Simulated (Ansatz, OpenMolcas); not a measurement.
## A ladder of methods for SiH3OF (SMILES O[SiH2]F)

The species is SiH3OF (6 atoms), meant as a singlet with charge 0. As SMILES, `O[SiH2]F`. The coordinates come from a PBE0-D4/def2-TZVP relaxation. This is one conformer, not always the lowest.

```tsv
atom	x (Å)	y (Å)	z (Å)
O	-0.8535	-0.2092	-0.9241
Si	0.3783	-0.0093	0.1239
F	0.1808	-0.9228	1.4178
H	-1.7142	0.1502	-0.7056
H	1.5956	-0.4585	-0.5758
H	0.4551	1.3856	0.6176
```

Each level gives the energy change with the O1–Si2 bond stretched from 1.630 to 1.874 Å (eV). The values are calculated.

```
                            level                    kind     program  value (eV)  less CCSD(T)/aug-cc-pVDZ  CPU time (all runs)
    BLYP/aug-cc-pVDZ (restricted)                     GGA  OpenMolcas        0.26                     -0.09                 79 s
   M06-L/aug-cc-pVDZ (restricted)                meta-GGA  OpenMolcas        0.44                     +0.09              1.7 min
   B3LYP/aug-cc-pVDZ (restricted)           global hybrid  OpenMolcas        0.38                     +0.03                 78 s
  M06-2X/aug-cc-pVDZ (restricted)         hybrid meta-GGA  OpenMolcas        0.47                     +0.12                 95 s
   wB97X/aug-cc-pVDZ (restricted)  range-separated hybrid      Ansatz        0.42                     +0.07                 53 s
  B2PLYP/aug-cc-pVDZ (restricted)           double hybrid  OpenMolcas        0.38                     +0.03                 69 s
PBE-QIDH/aug-cc-pVDZ (restricted)           double hybrid      Ansatz        0.47                     +0.12                 23 s
RPA@PBE0/aug-cc-pVDZ (restricted)                     RPA      Ansatz        0.33                     -0.02                 28 s
     MP2/aug-cc-pVDZ (restricted)     perturbation theory  OpenMolcas        0.35                      0.00                 21 s
 CCSD(T)/aug-cc-pVDZ (restricted)   coupled cluster or CI      Ansatz        0.35                      0.00                 56 s
```

CCSD(T)/aug-cc-pVDZ (restricted) is the highest level here, not the true value. The first shape isn't each level's own minimum. The values span 0.26 to 0.47 eV. CPU times are rough (shared hosts, several kinds of processor and program).

Stretching the Si–O bond costs 0.35 eV with CCSD(T), and MP2 gives the same value. This suggests that the bond is still well described by a single closed-shell configuration at this extension. The resistance to stretching reflects a strong, polar σ bond, reinforced by electrostatic attraction and some donation from the oxygen lone pairs into σ* orbitals on silicon.

BLYP gives the softest response, at 0.26 eV, probably because it favours a longer Si–O bond, so that part of the imposed stretch relieves compression. Exact exchange raises the cost from BLYP to B3LYP, but it doesn't order the whole set: M06-L, which has none, lies above B3LYP, and B2PLYP merely equals B3LYP despite its larger share.

The smaller deviations from CCSD(T) don't establish a ranking of accuracy, since a double-zeta basis without tight d functions on silicon tends to lengthen and weaken Si–O bonds, and correlated wavefunction methods also converge slowly with basis size. The agreement of MP2 with CCSD(T) can't be carried over to full Si–O cleavage, where static correlation becomes important.
